# Margin comments: isotope exponent of the polaron mass

**1. The model with the mass left visible.** One carrier on a lattice of spacing $a$, one dispersionless oscillator per site, $T=0$ until comment 9:

$$H=-t\sum_{\langle ij\rangle}(c_i^\dagger c_j+\text{h.c.})+\sum_i\Big(\frac{p_i^2}{2M}+\frac{K x_i^2}{2}\Big)-D\sum_i x_i n_i .$$

With $\omega_0=\sqrt{K/M}$, $x=x_{\rm zp}(b+b^\dagger)$ and $x_{\rm zp}^2=\hbar/2M\omega_0$, the coupling reads $-g\hbar\omega_0\,n(b+b^\dagger)$, where $g\hbar\omega_0=Dx_{\rm zp}$. The polaron shift is $E_p=g^2\hbar\omega_0$. The band mass is $m=\hbar^2/2ta^2$. Conventions: $\alpha_m=d\ln m^*/d\ln M$ and $\alpha_{T_C}=-d\ln T_C/d\ln M$, with opposite signs so that both are positive when a heavier ion narrows the band. Write $\delta=m^*/m-1$.

**2. Three masses, none yet differentiated.**

*Small polaron*, $t\ll\hbar\omega_0$. A hop undoes the displacement $x_0=D/K=2g\,x_{\rm zp}$ on one site and builds it on the next. Each oscillator overlap is $e^{-g^2/2}$, so $t\to te^{-g^2}$ (the Lang–Firsov factor of the Holstein model). When neighbouring sites act on common oscillators, the exponent becomes $\gamma g^2$, where $\gamma$ is one minus the normalised overlap of the two displacement patterns, a geometrical number. Hence $m^*/m=e^{\gamma g^2}$.

*Weak coupling on a chain.* The second-order self-energy is local, so $\delta=-\partial\Sigma/\partial E$ at the band bottom:

$$\delta=(g\hbar\omega_0)^2\!\int_{-\pi}^{\pi}\!\frac{dq}{2\pi}\frac{1}{(\hbar\omega_0+2t-2t\cos q)^2}=\frac{E_p\hbar\omega_0\,(2t+\hbar\omega_0)}{[\hbar\omega_0(\hbar\omega_0+4t)]^{3/2}}\;\xrightarrow{\hbar\omega_0\ll t}\;\frac{E_p}{4\sqrt{t\hbar\omega_0}} .$$

*Adiabatic large polaron on a chain*, $E_p\ll t$ and $E_p^2/t\gg\hbar\omega_0$. The lattice follows as $x_n=D\psi_n^2/K$, and $-t\psi''-2E_p\psi^3=\epsilon\psi$ is solved by $\psi=\sqrt{\kappa/2}\,\mathrm{sech}\,\kappa n$ with $\kappa=E_p/2t$. Moving the deformation rigidly adds the inertia $(M/a^2)\int(dx/dn)^2dn=(MD^2/K^2a^2)(4\kappa^3/15)$. Since $MD^2/K^2=2E_p/\omega_0^2$,

$$\delta=\frac{2E_p^4}{15\,t^2(\hbar\omega_0)^2}\gg1 .$$

**3. WRONG attempt: everything in this comment after line (a) is false.**

(a) $\omega_0\propto M^{-1/2}$ and $t$ is electronic, so $d\ln\omega_0=-\tfrac12 d\ln M$.

(b) "$g$ is a dimensionless coupling constant, so it is a property of the compound": $\alpha_m=-\tfrac12\,\partial\ln m^*/\partial\ln\omega_0\big|_{g,t}$.

(c) Small polaron: $e^{\gamma g^2}$ contains no $\omega_0$, so $\alpha_m=0$.

(d) Weak coupling: $\delta=\tfrac14 g^2\sqrt{\hbar\omega_0/t}$, so $\alpha_m=-\delta/4$.

(e) Large polaron: $\delta=\tfrac{2}{15}g^8(\hbar\omega_0/t)^2$, so $\alpha_m\to-1$.

(f) La$_{1-x}$Ca$_x$MnO$_3$: bandwidth $W\propto e^{-\gamma g^2}$ and $T_C\propto W$, so replacing $^{16}$O by $^{18}$O changes neither. (Wrong answer.)

**4. The symptom.** Line (e) contradicts its own derivation. The added mass was $M$ times an integral over a static deformation, which is fixed by $D$, $K$ and $t$; it grows as $M$ and cannot fall as $1/M$. Line (d) fails the limit $M\to\infty$: it sends $\delta\to0$, a free electron, whereas on a static deformable chain the sech solution lies below the band bottom for any $E_p>0$ and cannot move at all. A bookkeeping test shows the cause. At fixed $g$, $E_p=g^2\hbar\omega_0\propto M^{-1/2}$. With the typical inputs $E_p\approx0.30$ eV and $\hbar\omega_0\approx75$ meV for a Mn–O stretching mode, $g^2=4.0$, and $\sqrt{18/16}=1.0607$ takes $\hbar\omega_0$ to 70.7 meV and $E_p$ to 283 meV. The attempt has lowered a static relaxation energy by 17 meV, or 5.7 %, by adding neutrons.

A negative sign alone is no symptom. On a cubic lattice the same weak-coupling integral, with $\epsilon_q\approx tq^2$, gives $\delta=E_p\sqrt{\hbar\omega_0}/(8\pi t^{3/2})$ to leading order, and there the correct exponent is $-\delta/4$.

**5. The faulty line is (b).** $t$, $K$ and $D$ come from the electronic problem at clamped nuclei and, within the harmonic Born–Oppenheimer picture, do not know $M$. Eliminating $x_{\rm zp}$,

$$E_p=\frac{D^2x_{\rm zp}^2}{\hbar\omega_0}=\frac{D^2}{2M\omega_0^2}=\frac{D^2}{2K},\qquad g^2=\frac{E_p}{\hbar\omega_0}\propto M^{1/2}.$$

Being dimensionless does not make $g$ mass independent. It is $x_0/2x_{\rm zp}$: the displacement stays, the zero-point width shrinks as $M^{-1/4}$, and the overlaps fall. The mass-independent dimensionless coupling is $E_p/t$.

**6. Mended calculation.** All of $M$ sits in $\omega_0$:

$$\alpha_m=-\frac12\,\frac{\partial\ln m^*}{\partial\ln\omega_0}\Big|_{E_p,t}.$$

Along a path of fixed $g$, $d\ln E_p=d\ln\omega_0$, so the chain rule gives the spurious term exactly:

$$\alpha_m^{(g)}=\alpha_m-\frac12\,\frac{\partial\ln m^*}{\partial\ln E_p}\Big|_{\omega_0,t}.$$

| regime | dependence | $\alpha_m$ | spurious term | fixed $g$ (wrong) |
|---|---|---|---|---|
| small polaron | $\ln(m^*/m)=\gamma E_p/\hbar\omega_0$ | $\gamma E_p/2\hbar\omega_0=\tfrac12\ln(m^*/m)$ | $-\gamma E_p/2\hbar\omega_0$ | $0$ |
| weak, adiabatic chain | $\delta\propto E_p\,\omega_0^{-1/2}$ | $\delta/4$ | $-\delta/2$ | $-\delta/4$ |
| large polaron, chain | $\delta\propto E_p^4\,\omega_0^{-2}$ | $\to1$ | $\to-2$ | $\to-1$ |

The second row uses $\ln(1+\delta)\approx\delta$ and holds to first order in $\delta$. For $\hbar\omega_0\gg t$ the full weak-coupling formula gives $\delta=E_p/\hbar\omega_0$ and $\alpha_m=\delta/2$, which is the first row at $\gamma=1$ and small $g^2$. The slip flips the sign in rows two and three for one reason. Both masses depend only on $u=E_p^2/t\hbar\omega_0$, as $\sqrt u/4$ and $2u^2/15$, and $u\propto1/\omega_0$ at fixed $E_p$ but $u=g^4\hbar\omega_0/t\propto\omega_0$ at fixed $g$.

**7. Size of the error in La$_{1-x}$Ca$_x$MnO$_3$.** Three assumptions carry the estimate. The Jahn–Teller and breathing distortions of a MnO$_6$ octahedron are even under inversion and leave Mn at rest, so $M$ is taken as the oxygen mass, 16 or 18. The bandwidth follows the small-polaron law $W=W_0e^{-s}$ with $s=\gamma E_p/\hbar\omega_0$. In double exchange with strong Hund coupling the carrier kinetic energy is the only scale, so $T_C\propto W$ at fixed $x$ and $\alpha_{T_C}=\alpha_m=s/2$. The finite substitution gives $\Delta s=s(\sqrt{18/16}-1)$ and $W_{18}/W_{16}=e^{-\Delta s}$. Take a typical $T_C\approx250$ K for $^{16}$O, and two values of $\gamma$: 1 for the local model, and an illustrative 0.4 for a long-range force whose displacement patterns overlap.

| $\gamma$ | $s$ | $m^*/m$ | $\alpha_m$ | $\Delta s$ | $W_{18}/W_{16}$ | $\Delta T_C$ (K) | fixed $g$: $\Delta T_C$ |
|---|---|---|---|---|---|---|---|
| 1 | 4.0 | 55 | 2.0 | 0.243 | 0.78 | −54 | 0 |
| 0.4 | 1.6 | 5.0 | 0.80 | 0.097 | 0.91 | −23 | 0 |

At this level the slip loses the whole effect, 54 K or 23 K, whatever $\gamma$ is, because $W_0$ cancels and nothing else depends on $M$.

**8. How far the table can be trusted.** With a typical $t\approx0.2$ eV, $t/\hbar\omega_0=2.7$, so the manganite is not antiadiabatic and hopping is no small correction. For the same $E_p$ and $\hbar\omega_0$ the adiabatic chain formula gives $\delta=0.61$ and $\alpha_m=0.15$ in place of 2.0. That $\delta$ is too large for first order and a chain is not a perovskite, but the order of magnitude between the two limits shows how much the assumed regime decides. The real compound does lose $T_C$ with $^{18}$O, most strongly at low Ca content. The $\gamma=1$ row overstates the loss, by about a factor of two near $x\approx0.2$ and by a large factor near $x\approx1/3$. The $\gamma=0.4$ row rests on an assumed $\gamma$ and tests nothing; near $x\approx1/3$ it too is high, by a factor of two or more. The identity of comment 6 does not depend on the regime.

**9. At $T_C$ the wrong answer is no longer zero, which hides the slip.** Thermal averaging of the overlaps turns the exponent into $S=s\coth y$ with $y=\hbar\omega_0/2k_BT$. Put $\eta=y/\sinh^2y$. Then $\partial S/\partial\ln T=s\eta$ and $\partial S/\partial\ln\omega_0=-s(\coth y+\eta)$ at fixed $E_p$, but only $-s\eta$ at fixed $g$. Differentiating $\ln T_C=\text{const}-S(\omega_0,T_C)$,

$$\alpha_{T_C}=\frac{s(\coth y+\eta)}{2(1+s\eta)},\qquad \alpha_{T_C}^{(g)}=\frac{s\eta}{2(1+s\eta)} .$$

At 250 K, $y=1.74$, $\coth y=1.063$ and $\eta=0.228$. The correct exponents become 1.35 ($s=4.0$) and 0.76 ($s=1.6$); the fixed-$g$ ones are 0.24 and 0.13. They have the right sign and look plausible, yet they amount to $\eta/(\coth y+\eta)$, or 18 %, of the correct values for any $s$.